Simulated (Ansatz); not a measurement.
# A series in volume scale on LiY₃

All results are calculated (Ansatz 0.2.0). Free energy against uniform scaling of the volume at fixed shape and fractions; periodic cell, basis, potentials, k mesh and filling as listed.

The cell before it is scaled or strained (space group Pm-3m, No. 221):
```
cell vectors (Å)
   4.9197     0.0000     0.0000
   0.0000     4.9197     0.0000
   0.0000     0.0000     4.9197
atoms (fractions of the cell vectors)
Li  0.00000  0.00000  0.00000
Y   0.50000  0.50000  0.00000
Y   0.50000  0.00000  0.50000
Y   0.00000  0.50000  0.50000
```

Settings of every row: functional m-r2SCAN; dispersion none; accuracy medium; potentials PAW; wave cutoff 761.92 eV; density cutoff 6095.4 eV; k mesh 5x5x5; k shift 0x0x0; occupations fermi dirac; smearing width 0.01 eV; spin none.

Limits: coarse k mesh, up to 40 meV an atom off; the cell comes from a prototype or a list of computed structures and needn't be the stable phase.

```
row  volume scale  V (Å³/atom)  energy above lowest point (meV/atom)  pressure (GPa)
  1          0.94       27.982                                  18.3            2.74
  2          0.96       28.578                                   9.7            1.93
  3          0.98       29.173                                     ?               ?
  4             1       29.768                                   0.8            0.51
  5          1.02       30.364                                     0           -0.08
  6          1.04       30.959                                   1.3           -0.62
  7          1.06       31.555                                   4.6           -1.14
```

Question: what energy above lowest point and pressure should row 3 give?

Worked fit of energy above lowest point. Take u = (V_r/V)^(2/3) − 1 with V_r = 30.066 Å³ an atom, which is twice the finite (Eulerian) strain; such expansions in the strain, on which the Birch-Murnaghan equation of state is built, carry the rest volume and the bulk modulus. The shown rows have u = 0.04905, 0.03442, 0.00666, -0.00655, -0.01932, -0.03171. Least squares give energy above lowest point = 0.12 + 60 × u + 6337 × u² meV/atom; a straight line predicts inner rows, each left out in turn, worse (root mean square 4 against 0.018 meV/atom). All shown rows lie on it to the printed digit. Its lowest point lies at u = -0.0047, or V = 30.28 Å³ an atom, and the curvature there gives the bulk modulus at fixed shape and fractions, B = (4/9)(1 + u)² E″(u)/V = 29.5 GPa. The withheld row has u = 0.0203, so the fit gives 0.12 + 60 × (0.0203) + 6337 × (0.0203)² = 3.9 meV/atom.

The calculation gave 3.9 meV/atom. The fit meets it to the printed digit.

Worked fit of pressure. Take u = (V_r/V)^(2/3) − 1 with V_r = 30.066 Å³ an atom, which is twice the finite (Eulerian) strain; such expansions in the strain, on which the Birch-Murnaghan equation of state is built, carry the rest volume and the bulk modulus. The shown rows have u = 0.04905, 0.03442, 0.00666, -0.00655, -0.01932, -0.03171. Least squares give pressure = 0.211 + 45.95 × u + 113.9 × u² GPa; a straight line predicts inner rows, each left out in turn, worse (root mean square 0.076 against 0.016 GPa). The rows lie off it by 0.00, 0.00, -0.01, 0.01, 0.01, -0.01. The pressure vanishes at u = -0.0046, or V = 30.28 Å³ an atom, and there the bulk modulus at fixed shape and fractions is B = −V dP/dV = (2/3)(1 + u) dP/du = 29.8 GPa. The withheld row has u = 0.0203, so the fit gives 0.211 + 45.95 × (0.0203) + 113.9 × (0.0203)² = 1.19 GPa.

The calculation gave 1.19 GPa. The fit meets it to the printed digit.
